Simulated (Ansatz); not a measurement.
# Abstraction of Cl: C4H9Cl + SbH2 → C4H9 + SbH2Cl

Gas-phase species: C4H9Cl (2-chloro-2-methylpropane) `CC(C)(C)Cl`, singlet; SbH2 `[SbH2]`, doublet; C4H9 (tert-butyl radical) `C[C](C)C`, doublet; SbH2Cl `[Cl][SbH2]`, singlet. A radical takes Cl: the energy is the difference in strength between the C–Cl bond broken and the Sb–Cl bond made.

Shapes, held fixed at every level: PBE0-D4/def2-TZVP. Programs: Ansatz 0.2.0. The zero-point and thermal change to 298 K, harmonic and unscaled (PBE0-D4/def2-TZVP), is -4.6 kJ/mol.

(1) Estimate ΔH(298 K) of this reaction.

Results:

(1) The highest level, CCSD(T)/def2-TZVPP, gives ΔH(298 K) = +48.5 kJ/mol; the levels span +19.4 to +73.5. The column of differences is taken from that level and isn't an error. No measured value is set beside it here. Open shells run unrestricted. For atoms past krypton def2 sets carry core potentials with scalar relativity. Outer-core shells of Sb are correlated, in sets that cover them unevenly.

```
                level                    kind  ΔH(298 K) (kJ/mol)  less CCSD(T)/def2-TZVPP
         MP2/def2-SVP     perturbation theory               +73.5                    +25.0
       MP2/def2-TZVPP     perturbation theory               +60.1                    +11.6
          HF/def2-SVP            Hartree–Fock               +19.4                    -29.1
r2SCAN0-D4/def2-TZVPP           global hybrid               +22.7                    -25.8
   wB97M-V/def2-TZVPP  range-separated hybrid               +40.6                     -7.9
      CCSD/def2-TZVPP   coupled cluster or CI               +43.8                     -4.7
   CCSD(T)/def2-TZVPP   coupled cluster or CI               +48.5                      0.0
```

Chlorine transfer from carbon to antimony is endothermic at every level, so the Sb–Cl bond formed is weaker than the C–Cl bond broken. The Sb–Cl bond is more polar, but this gain doesn't make up for the poorer overlap of chlorine with the diffuse 5p orbital of antimony. The cost would probably be much the same for a primary chloride, since alkyl groups stabilise the polar C–Cl bond of the chloride about as much as they stabilise the radical.

Correlation favours the reactants: in the same small basis, the enthalpy rises from +19.4 kJ/mol with Hartree–Fock to +73.5 with MP2. This suggests that more correlation energy is lost with the compact C–Cl bond and its close contacts to the methyl groups than is regained in the longer Sb–Cl bond. MP2 overshoots this effect, while the triples add little to CCSD. Enlarging the basis lowers the MP2 value by more than the triples raise the coupled-cluster one, so the endothermic sign is better supported than its exact size. The reaction enthalpy alone doesn't settle how fast the abstraction is.
